**3p and 4p levels and radii of 50-electron ions, Nd10+ to W24+**

The table holds eigenvalues and mean radii of the 3p and 4p orbitals from non-relativistic, configuration-averaged Hartree-Fock at the basis limit, with 4f2 5s2 up to Gd14+ and 4f4 from Tb15+. The program tests the hydrogenic curvature 1/n² of the eigenvalues in Z, screened-hydrogenic energies and radii within each configuration, and the size of the shift at the change of configuration. The gap curvature lies about 3 to 5% above the hydrogenic value, and constant screening reproduces the radius ratio to about 0.01 while underestimating its fall. The change of configuration lifts ε(3p) by about 1.07 and ε(4p) by about 0.79 hartree and swells 4p by 1%, and frozen-orbital estimates from Eu13+ overshoot these lifts. Extrapolated total energies suggest that 4f4 is already the lower configuration at Gd14+ and Eu13+ at this level, and the missing 3p spin-orbit splitting exceeds the row-to-row steps of the gap.

Ions with 50 electrons, Nd10+ to W24+, computed with B-spline radial code 1 as spherical atoms at the basis-set limit. The method is non-relativistic Hartree-Fock for the average of each configuration, with a point nucleus; ε is an orbital eigenvalue and <r> an orbital mean radius.

## Numerical check

```python
# Table: 3p and 4p eigenvalues (hartree) and mean radii (bohr) of 50-electron ions, B-spline radial code,
# non-relativistic Hartree-Fock, configuration average, point nucleus. Tested: hydrogenic curvature in Z,
# screened-hydrogenic energies and radii per configuration block, size of the 5s2 -> 4f2 shift at Gd/Tb.
T = {
    'ion': ['Nd10+', 'Pm11+', 'Sm12+', 'Eu13+', 'Gd14+', 'Tb15+', 'Dy16+', 'Ho17+', 'Er18+', 'Tm19+', 'Yb20+', 'Lu21+', 'Hf22+', 'Ta23+', 'W24+'],
    'Z': [60, 61, 62, 63, 64, 65, 66, 67, 68, 69, 70, 71, 72, 73, 74],
    'charge': [10, 11, 12, 13, 14, 15, 16, 17, 18, 19, 20, 21, 22, 23, 24],  # e
    'configuration': ['[Kr] 4d10 4f2 5s2', '[Kr] 4d10 4f2 5s2', '[Kr] 4d10 4f2 5s2', '[Kr] 4d10 4f2 5s2', '[Kr] 4d10 4f2 5s2', '[Kr] 4d10 4f4', '[Kr] 4d10 4f4', '[Kr] 4d10 4f4', '[Kr] 4d10 4f4', '[Kr] 4d10 4f4', '[Kr] 4d10 4f4', '[Kr] 4d10 4f4', '[Kr] 4d10 4f4', '[Kr] 4d10 4f4', '[Kr] 4d10 4f4'],
    'e_3p': [-54.5051, -57.9213, -61.4579, -65.1137, -68.8875, -71.7113, -75.6518, -79.7099, -83.885, -88.1763, -92.5835, -97.106, -101.744, -106.496, -111.362],  # hartree
    'e_4p': [-14.9189, -16.4332, -18.0172, -19.6697, -21.3897, -22.3906, -24.205, -26.0865, -28.0344, -30.0484, -32.1281, -34.273, -36.4829, -38.7575, -41.0967],  # hartree
    'gap': [39.5862, 41.488, 43.4407, 45.444, 47.4979, 49.3207, 51.4468, 53.6235, 55.8505, 58.1279, 60.4554, 62.8331, 65.2607, 67.7383, 70.2658],  # hartree
    'r_3p': [0.27043, 0.26486, 0.25951, 0.25437, 0.24942, 0.24473, 0.24015, 0.23574, 0.23148, 0.22737, 0.2234, 0.21957, 0.21586, 0.21227, 0.20879],  # bohr
    'r_4p': [0.64943, 0.63131, 0.61414, 0.59786, 0.58241, 0.57365, 0.55956, 0.54612, 0.5333, 0.52105, 0.50935, 0.49816, 0.48745, 0.47719, 0.46735],  # bohr
    'r_ratio': [2.4015, 2.3836, 2.3665, 2.3504, 2.3351, 2.344, 2.33, 2.3166, 2.3038, 2.2916, 2.28, 2.2689, 2.2582, 2.2481, 2.2384],
}
import numpy as np
from scipy.constants import physical_constants as pc, alpha
Ha = pc['Hartree energy in eV'][0]; cm = pc['hartree-inverse meter relationship'][0]/100
g = lambda k: np.array(T[k], float)
Z, e3, e4, gap, r3, r4, rr = map(g, ['Z', 'e_3p', 'e_4p', 'gap', 'r_3p', 'r_4p', 'r_ratio'])
ion = T['ion']; A = np.array(['5s2' in c for c in T['configuration']]); B = ~A; k = int(A.sum())
blocks = (('A 4f2 5s2', A), ('B 4f4', B))
c3, c4 = 12.5, 23.0   # [3n^2 - l(l+1)]/2 for 3p, 4p
sE3, sE4, sr3, sr4 = Z-3*np.sqrt(-2*e3), Z-4*np.sqrt(-2*e4), Z-c3/r3, Z-c4/r4
mod = np.zeros(len(Z))
for _, m in blocks: mod[m] = c4/c3*(Z[m]-sr3[m].mean())/(Z[m]-sr4[m].mean())
one = c4/c3*(Z-sr3.mean())/(Z-sr4.mean())
print('ion sigE3p sigE4p sigr3p sigr4p | step gap(Ha), step ratio | ratio resid block, single')
for i in range(len(Z)):
    st = f'{gap[i]-gap[i-1]:.4f} {rr[i]-rr[i-1]:+.4f}' if i else '  -       -   '
    print(f'{ion[i]:6s}{sE3[i]:6.2f} {sE4[i]:6.2f} {sr3[i]:6.3f} {sr4[i]:6.3f} | {st} | {rr[i]-mod[i]:+.4f} {rr[i]-one[i]:+.4f}')
print(f'floors: sigr3p {c3/r3[-1]**2*5e-6:.4f}, sigr4p {c4/r4[-1]**2*5e-6:.4f}, ratio 5e-5; 2nd diff 2e-4 Ha (2e-3 last 3p rows)')
print(f'{ion[0]}->{ion[-1]}: gap x{gap[-1]/gap[0]:.3f}, r3p {100*(r3[-1]/r3[0]-1):.1f}%, r4p {100*(r4[-1]/r4[0]-1):.1f}%; '
      f'gap/bare hydrogenic {gap[0]/Z[0]**2/(1/18-1/32):.3f}->{gap[-1]/Z[-1]**2/(1/18-1/32):.3f}')
for nm, y, h in (('-e3p', -e3, 1/9), ('-e4p', -e4, 1/16), ('gap', gap, 1/9-1/16)):
    a, b = np.diff(y[A], 2), np.diff(y[B], 2)
    print(f'2nd diff {nm} (Ha): hyd {h:.4f}; A {a[0]:.4f}..{a[-1]:.4f}; B {b[0]:.4f}..{b[-1]:.4f}; excess {100*(a[0]/h-1):.1f}%..{100*(b[-1]/h-1):.1f}%')
    assert np.all(np.r_[a, b]/h > 1) and np.all(np.r_[a, b]/h < 1.15)
for nm, e, n, s in (('3p', e3, 3, sE3), ('4p', e4, 4, sE4)):
    for bn, m in blocks:
        d1 = e[m]+(Z[m]-s[m].mean())**2/(2*n*n); y = e[m]+Z[m]**2/(2*n*n); p = np.polyfit(Z[m], y, 1)
        print(f'{nm} {bn}: sigma {s[m].mean():.2f} max err {abs(d1).max():.3f} Ha ({100*abs(d1/e[m]).max():.2f}%); '
              f'a {p[0]:.3f} b {p[1]:.1f} max err {abs(y-np.polyval(p, Z[m])).max():.4f} Ha')
for bn, m in blocks:
    print(f'ratio model {bn}: sigr3p {sr3[m].mean():.3f} sigr4p {sr4[m].mean():.3f}, max resid {abs(rr-mod)[m].max():.4f}')
print(f'single pair {sr3.mean():.3f}, {sr4.mean():.3f}: max resid {abs(rr-one).max():.4f}; hydrogenic ratio {c4/c3:.2f}, last row {100*(rr[-1]*c3/c4-1):.1f}% above')
ext = lambda y, sl, z, d=2: np.polyval(np.polyfit(Z[sl]-65, y[sl], d), z-65)
sa, sb = slice(0, k), slice(k, k+5); sh = {}
print('steps Eu-Gd, Gd-Tb, Tb-Dy | shift B-A at Z=65, Z=64 (quadratic extrapolation, 5 rows) | % at 65')
for nm, y in (('e3p Ha', e3), ('e4p Ha', e4), ('gap Ha', gap), ('r3p bohr', r3), ('r4p bohr', r4), ('ratio', rr)):
    d = np.diff(y); s1, s0 = y[k]-ext(y, sa, Z[k]), ext(y, sb, Z[k-1])-y[k-1]; sh[nm[:3]] = s1
    print(f'{nm:9s}{d[k-2]:+.5f} {d[k-1]:+.5f} {d[k]:+.5f} | {s1:+.5f} {s0:+.5f} | {100*s1/abs(y[k]):+.2f}%')
dr = np.diff(rr)
assert dr[k-1] > 0 and np.all(np.delete(dr, k-1) < 0)
assert sh['e3p'] > sh['e4p'] > 0 and sh['r4p']/r4[k] > 5*abs(sh['r3p'])/r3[k]
# below: further outputs of the same runs, typed in (Eu13+ and Lu21+ orbitals, total and ionisation energies)
v0, vf = 2*(1.810712-1.108523), 2*(37.35367-24.25389)/Ha
print(f'frozen Eu13+: 2*d<1/r> {v0:.2f} Ha vs 3p shift {sh["e3p"]:.2f}; 2*dF0(4f probe) {vf:.2f} Ha vs 4p shift {sh["e4p"]:.2f}')
print(f'order of relaxation: 18*<1/r>4p*(4p expansion) ~ {18*2.285508*sh["r4p"]/r4[k]:.1f} Ha (crude)')
j = ion.index('Lu21+'); vo = 2*2.837217+6*2.759631+10*2.603861+4*2.365309
print(f'Lu21+: hydrogenic 3p level at radius charge {-(c3/r3[j])**2/18:.0f} Ha, lift {e3[j]+(c3/r3[j])**2/18:.0f}; n=4 sum N<1/r> {vo:.0f} Ha')
E = -np.array([9258.137, 9622.632, 9994.507, 10373.76, 10760.38, 11156.26, 11558.36, 11967.89, 12384.82,
               12809.16, 13240.90, 13680.04, 14126.58, 14580.53, 15041.87])
for nm, sl, d in (('quadratic, 5 rows', sb, 2), ('cubic, 10 rows', slice(k, None), 3)):
    print(f'E(4f4, extrap.)-E(4f2 5s2) {nm}: ' + ', '.join(f'{ion[i]} {ext(E, sl, Z[i], d)-E[i]:+.2f}' for i in (4, 3, 2)) + ' Ha (E to 0.005)')
IE = np.array([319.9521, 359.0783, 400.0733, 442.9184, 487.5979]); x = np.polyval(np.polyfit(Z[sb]-65, IE, 2), -1)
print(f'IE 4f4->4f3 at Gd {x:.1f} eV vs 250.4: {x-250.3983:.1f} eV = {(x-250.3983)/Ha:.2f} Ha; from totals {-(ext(E, sb, 64)-E[4])*Ha:.1f} eV')
for nm, z3, z4 in (('Eu13+', 614615.7, 139238.4), ('Lu21+', 1062480, 263586.8)):
    i = ion.index(nm)
    print(f'{nm}: 1.5 zeta 3p {1.5*z3/cm:.2f}, 4p {1.5*z4/cm:.2f} Ha; 3p/gap {150*z3/cm/gap[i]:.1f}%; (Z alpha)^2 {(Z[i]*alpha)**2:.2f}')
```

It prints:

```
ion sigE3p sigE4p sigr3p sigr4p | step gap(Ha), step ratio | ratio resid block, single
Nd10+  28.68  38.15 13.777 24.584 |   -       -    | +0.0053 -0.0014
Pm11+  28.71  38.07 13.805 24.568 | 1.9018 -0.0179 | +0.0027 -0.0037
Sm12+  28.74  37.99 13.832 24.549 | 1.9527 -0.0171 | +0.0000 -0.0061
Eu13+  28.76  37.91 13.859 24.529 | 2.0033 -0.0161 | -0.0024 -0.0083
Gd14+  28.79  37.84 13.884 24.509 | 2.0539 -0.0153 | -0.0047 -0.0104
Tb15+  29.07  38.23 13.923 24.906 | 1.8228 +0.0089 | +0.0083 +0.0111
Dy16+  29.10  38.17 13.949 24.896 | 2.1261 -0.0140 | +0.0063 +0.0090
Ho17+  29.12  38.11 13.975 24.885 | 2.1767 -0.0134 | +0.0044 +0.0070
Er18+  29.14  38.05 14.000 24.872 | 2.2270 -0.0128 | +0.0025 +0.0050
Tm19+  29.16  37.99 14.024 24.858 | 2.2774 -0.0122 | +0.0008 +0.0032
Yb20+  29.18  37.94 14.047 24.844 | 2.3275 -0.0116 | -0.0008 +0.0015
Lu21+  29.19  37.88 14.071 24.830 | 2.3777 -0.0111 | -0.0024 -0.0001
Hf22+  29.21  37.83 14.092 24.816 | 2.4276 -0.0107 | -0.0039 -0.0017
Ta23+  29.22  37.78 14.113 24.801 | 2.4776 -0.0101 | -0.0053 -0.0031
W24+   29.23  37.74 14.131 24.786 | 2.5275 -0.0097 | -0.0065 -0.0045
floors: sigr3p 0.0014, sigr4p 0.0005, ratio 5e-5; 2nd diff 2e-4 Ha (2e-3 last 3p rows)
Nd10+->W24+: gap x1.775, r3p -22.8%, r4p -28.0%; gap/bare hydrogenic 0.452->0.528
2nd diff -e3p (Ha): hyd 0.1111; A 0.1204..0.1180; B 0.1176..0.1140; excess 8.4%..2.6%
2nd diff -e4p (Ha): hyd 0.0625; A 0.0697..0.0675; B 0.0671..0.0646; excess 11.5%..3.4%
2nd diff gap (Ha): hyd 0.0486; A 0.0509..0.0506; B 0.0506..0.0499; excess 4.7%..2.7%
3p A 4f2 5s2: sigma 28.74 max err 0.203 Ha (0.37%); a 3.293 b -52.1 max err 0.0083 Ha
3p B 4f4: sigma 29.16 max err 0.356 Ha (0.50%); a 3.316 b -52.5 max err 0.0295 Ha
4p A 4f2 5s2: sigma 37.99 max err 0.251 Ha (1.46%); a 2.257 b -37.8 max err 0.0063 Ha
4p B 4f4: sigma 37.97 max err 0.533 Ha (1.96%); a 2.265 b -37.6 max err 0.0198 Ha
ratio model A 4f2 5s2: sigr3p 13.832 sigr4p 24.548, max resid 0.0053
ratio model B 4f4: sigr3p 14.032 sigr4p 24.850, max resid 0.0083
single pair 13.965, 24.749: max resid 0.0111; hydrogenic ratio 1.84, last row 21.7% above
steps Eu-Gd, Gd-Tb, Tb-Dy | shift B-A at Z=65, Z=64 (quadratic extrapolation, 5 rows) | % at 65
e3p Ha   -3.77380 -2.82380 -3.94050 | +1.07016 +1.00030 | +1.49%
e4p Ha   -1.72000 -1.00090 -1.81440 | +0.78852 +0.74742 | +3.52%
gap Ha   +2.05390 +1.82280 +2.12610 | -0.28188 -0.25300 | -0.57%
r3p bohr -0.00495 -0.00469 -0.00458 | +0.00004 +0.00004 | +0.02%
r4p bohr -0.01545 -0.00876 -0.01409 | +0.00575 +0.00591 | +1.00%
ratio    -0.01530 +0.00890 -0.01400 | +0.02328 +0.02350 | +0.99%
frozen Eu13+: 2*d<1/r> 1.40 Ha vs 3p shift 1.07; 2*dF0(4f probe) 0.96 Ha vs 4p shift 0.79
order of relaxation: 18*<1/r>4p*(4p expansion) ~ 0.4 Ha (crude)
Lu21+: hydrogenic 3p level at radius charge -180 Ha, lift 83; n=4 sum N<1/r> 58 Ha
E(4f4, extrap.)-E(4f2 5s2) quadratic, 5 rows: Gd14+ -1.18, Eu13+ -0.51, Sm12+ +0.11 Ha (E to 0.005)
E(4f4, extrap.)-E(4f2 5s2) cubic, 10 rows: Gd14+ -1.18, Eu13+ -0.51, Sm12+ +0.11 Ha (E to 0.005)
IE 4f4->4f3 at Gd 282.7 eV vs 250.4: 32.3 eV = 1.19 Ha; from totals 32.1 eV
Eu13+: 1.5 zeta 3p 4.20, 4p 0.95 Ha; 3p/gap 9.2%; (Z alpha)^2 0.21
Lu21+: 1.5 zeta 3p 7.26, 4p 1.80 Ha; 3p/gap 11.6%; (Z alpha)^2 0.27
```
